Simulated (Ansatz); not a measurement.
# Strength of the Sb–H bond: SbH3 → SbH2 + H

Species: SbH3 (stibine) `[SbH3]`, singlet; SbH2 `[SbH2]`, doublet; H atom, doublet. 

Shapes, held fixed at every level: PBE0-D4/def2-TZVP. Programs: Ansatz 0.2.0. The zero-point and thermal change to 298 K, harmonic and unscaled (PBE0-D4/def2-TZVP), is -16.1 kJ/mol.

Q: Estimate ΔH(298 K) of this reaction.

A: The highest level, CCSD(T)/def2-TZVPP, gives ΔH(298 K) = +276.8 kJ/mol; the levels span +185.0 to +278.8. The column of differences is taken from that level and isn't an error. Hartree–Fock misses the correlation of the pair that is broken and comes out low. No measured value is set beside it here. Open shells run unrestricted unless RO is named. For atoms past krypton def2 sets carry core potentials with scalar relativity. Correlated rows may include outer-core shells of Sb, which these sets cover unevenly.

```
                level                   kind  ΔH(298 K) (kJ/mol)  less CCSD(T)/def2-TZVPP
        HF/def2-TZVPP           Hartree–Fock              +185.0                    -91.8
  B3LYP-D4/def2-TZVPP          global hybrid              +278.8                     +2.0
  BHLYP-D4/def2-TZVPP          global hybrid              +272.1                     -4.7
r2SCAN0-D4/def2-TZVPP          global hybrid              +267.3                     -9.5
       MP2/def2-TZVPP    perturbation theory              +264.9                    -11.9
      CCSD/def2-TZVPP  coupled cluster or CI              +273.6                     -3.2
   CCSD(T)/def2-TZVPP  coupled cluster or CI              +276.8                      0.0
```

Breaking the first Sb–H bond costs +276.8 kJ/mol at CCSD(T), clearly less than in ammonia or phosphine. Down the group the valence p orbitals become larger and more diffuse, so they overlap less well with the compact hydrogen 1s orbital. The bonds in stibine are largely p in character and the lone pair largely s. The SbH2 radical keeps its unpaired electron in an out-of-plane p orbital, and so gains little from rehybridisation.

The small step from CCSD to CCSD(T) suggests that neither stibine nor the radical has strong multireference character. The hybrids don't follow their share of exact exchange: r2SCAN0 lies below BHLYP despite containing less of it. B3LYP's closeness to CCSD(T) may therefore owe something to error cancellation.

A bond of this strength is compatible with stibine's well-known tendency to decompose, since forming H2 and solid antimony repays the cost of breaking Sb–H bonds. The homolysis enthalpy alone therefore doesn't measure the stability of stibine towards its elements.
